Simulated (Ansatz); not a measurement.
Ligand exchange: C4H8Cl2 + C2H4Sn → C4H9Cl + C2H3ClSn

Gas-phase species: C4H8Cl2 `ClCCCCCl`, singlet; C2H4Sn `C#[C][SnH3]`, singlet; C4H9Cl (1-chlorobutane) `CCCCCl`, singlet; C2H3ClSn `C#[C][SnH2][Cl]`, singlet. The partners trade Cl for H: C–Cl and Sn–H bonds give way to C–H and Sn–Cl.

Shapes, held fixed at every level: PBE0-D4/def2-TZVP. Flexible molecules stand in one conformer, not always the lowest. Programs: Ansatz 0.2.0. Electronic energies: no zero-point or thermal term.

**Question.** Estimate ΔE of this reaction.

**Answer.** The highest level, CCSD(T)/def2-TZVPP, gives ΔE = -141.3 kJ/mol; the levels span -160.6 to -141.3. The column of differences is taken from that level and isn't an error. No measured value is set beside it here. For atoms past krypton def2 sets carry core potentials with scalar relativity. Outer-core shells of Sn are correlated, in sets that cover them unevenly.

```
                level                   kind  ΔE (kJ/mol)  less CCSD(T)/def2-TZVPP
          HF/def2-SVP           Hartree–Fock       -160.6                    -19.3
  B3LYP-D4/def2-TZVPP          global hybrid       -145.8                     -4.5
  BHLYP-D4/def2-TZVPP          global hybrid       -151.7                    -10.4
   PBE0-D4/def2-TZVPP          global hybrid       -143.1                     -1.8
r2SCAN0-D4/def2-TZVPP          global hybrid       -147.9                     -6.6
       MP2/def2-TZVPP    perturbation theory       -146.2                     -4.9
   CCSD(T)/def2-TZVPP  coupled cluster or CI       -141.3                      0.0
```

Every level makes the exchange strongly exothermic, with chlorine ending up on tin and hydrogen on carbon. The main reason is probably the electronegativity difference between the partners: chlorine gains more from bonding to electropositive tin than to carbon, since the Sn–Cl bond is strongly polar, while the weak, hydridic Sn–H bond is replaced by a strong C–H bond. The ethynyl group and the remote C–Cl bond are formally spectators.

Hartree–Fock overshoots the most, but its smaller basis means that the excess can't be assigned to missing correlation alone. Among the hybrids, BHLYP is more exothermic than B3LYP, yet the share of exact exchange doesn't order the whole set, as PBE0 and r2SCAN0 differ despite having the same share. PBE0's closeness to the coupled-cluster value may owe something to error cancellation, and one reaction doesn't establish it as the better functional for tin chemistry. The large driving force says nothing about the rate, which for tin hydrides and alkyl chlorides usually depends on a radical chain.
